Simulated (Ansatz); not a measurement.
## Calibrating PBE-D4/def2-TZVPP on Ge-containing molecules

The vertical ionisation energy (cation less neutral) in eV of 6 Ge-containing molecules: x at PBE-D4/def2-TZVPP, y at CCSD(T)/def2-TZVPP. Shapes, held fixed at every level: PBE0-D4/def2-TZVP. Flexible molecules stand in one conformer, not always the lowest. Programs: Ansatz 0.2.0.

| molecule | x (eV) | y (eV) |
| --- | --- | --- |
| Ge3Si2H10 (SMILES [SiH2]1[GeH2][SiH2][GeH2][GeH2]1) | 8.91 | 9.38 |
| Ge2Si4H14 (SMILES [SiH3][SiH2][GeH2][GeH2][SiH2][SiH3]) | 8.93 | 9.40 |
| Ge2Si3H10 (SMILES [SiH2]1[SiH2][GeH2][SiH2][GeH2]1) | 8.94 | ? |
| Ge2Si4H14 (SMILES [SiH3][SiH2][SiH2][GeH2][SiH2][GeH3]) | 8.95 | 9.50 |
| Ge4H10 (SMILES [GeH3][GeH2][GeH2][GeH3]) | 9.13 | 9.53 |
| GeSi4H12 (SMILES [SiH3][SiH2][GeH2][SiH2][SiH3]) | 9.13 | 9.56 |

Question: Fit y = c + s·x to the known rows and predict y for Ge2Si3H10.

Answer: 
1. Means of the 5 rows: x = 9.0100, y = 9.474.
2. Σ(Δx)² = 0.0488, Σ(Δx·Δy) = 0.0308, so the slope is 0.0308/0.0488 = 0.63115.
3. Intercept: 9.474 − (0.63115) × 9.0100 = 3.787. The largest residual of the fit is 0.064.
4. Ge2Si3H10: 3.787 + 0.63115 × 8.94 = 9.43 eV.

CCSD(T)/def2-TZVPP gives 9.38 eV, so the prediction is off by +0.05 eV, within the largest residual. Uncorrected, PBE-D4/def2-TZVPP misses Ge2Si3H10 by -0.44 eV, and the other rows by 0.46 on average. The line removes about 90 % of this miss. Left out in turn, the other rows are missed by 0.05 eV on average, so much of the error is systematic among these molecules. Cations run unrestricted. Relativity is left out for Ge. Outer-core shells of Ge are correlated, in sets that cover them unevenly.

PBE-D4 places every ionisation energy below the CCSD(T) value, and the shortfall is similar enough across the set for a simple correction to remove most of it. The electron leaves a σ orbital spread over the Ge–Si skeleton, and the semilocal functional probably overstabilises the resulting delocalised hole. σ conjugation also explains why both six-membered chains (heavy atoms counted) ionise more easily than the shorter ones at either level. The two Ge2Si4H14 isomers are nearly degenerate in PBE-D4 but clearly separated in CCSD(T), a difference that may reflect the placement of Ge or the twist of the backbone, and that no line in x alone can recover. The fitted slope rests essentially on the gap between two clusters of x values, so it is weakly determined. For Ge2Si3H10 a constant shift by the mean error of the other rows would in fact come closer than the line, so the data support a common offset more firmly than a slope below one.
